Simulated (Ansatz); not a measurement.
**Ligand exchange: Sc(CH3)2F + In(CH3)2(NH2) → Sc(CH3)2(NH2) + In(CH3)2F**

Species: Sc(CH3)2F, singlet; In(CH3)2(NH2), singlet; Sc(CH3)2(NH2), singlet; In(CH3)2F, singlet. The partners trade F for NH2: Sc–F and In–NH2 bonds give way to Sc–NH2 and In–F.

Shapes, held fixed at every level: PBE0-D4/def2-TZVP. Flexible molecules stand in one conformer, not always the lowest. Programs: Ansatz 0.2.0. Electronic energies: no zero-point or thermal term.

```csv
level,kind,ΔE (kJ/mol),less CCSD(T)/def2-TZVPP,CPU time (sum over the molecules)
HF/def2-TZVPP,Hartree–Fock,+55.2,-5.7,–
PBE-D4/def2-TZVPP,GGA,+52.0,-8.9,39 s
wB97X-V/def2-TZVPP,range-separated hybrid,+59.1,-1.8,2.1 min
B2PLYP/def2-TZVPP,double hybrid,+55.8,-5.1,86 s
MP2/def2-TZVPP,perturbation theory,+62.9,+2.0,–
CCSD(T)/def2-SVP,coupled cluster or CI,+66.3,+5.4,1.7 min
CCSD(T)/def2-TZVPP,coupled cluster or CI,+60.9,0.0,48 min
```

The highest level, CCSD(T)/def2-TZVPP, gives ΔE = +60.9 kJ/mol; the levels span +52.0 to +66.3. The column of differences is taken from that level and isn't an error. No measured value is set beside it here. For atoms past krypton def2 sets carry core potentials with scalar relativity. Outer-core shells of In, Sc are correlated in most correlated rows, in sets that cover them unevenly. Times are processor times on shared x86 and Arm servers, and rough.

Every level puts the exchange uphill, so fluoride stays on scandium and amide on indium; the preference far exceeds the spread between methods. Both metals are formally trivalent, but scandium is the more electropositive and harder acid, and its bond to the small, hard fluoride is strongly ionic. Indium, whose filled 4d shell screens the nuclear charge poorly, holds its valence electrons more tightly and forms more covalent bonds, which suit the less electronegative nitrogen. Amide can also donate its lone pair into the empty 3d orbitals of scandium, but this probably only reduces the preference for fluoride.

Hartree–Fock already gives +55.2 of the +60.9 kJ/mol, which suggests that the preference arises mainly from electrostatics and mean-field bonding, with correlation adding a modest amount. Going from the smaller to the larger basis shifts the coupled-cluster value by 5.4 kJ/mol, as much as separates many of the methods, so their close ranking means little. The balance belongs to isolated monomers, and bridging through fluoride or amide in condensed phases could change it.
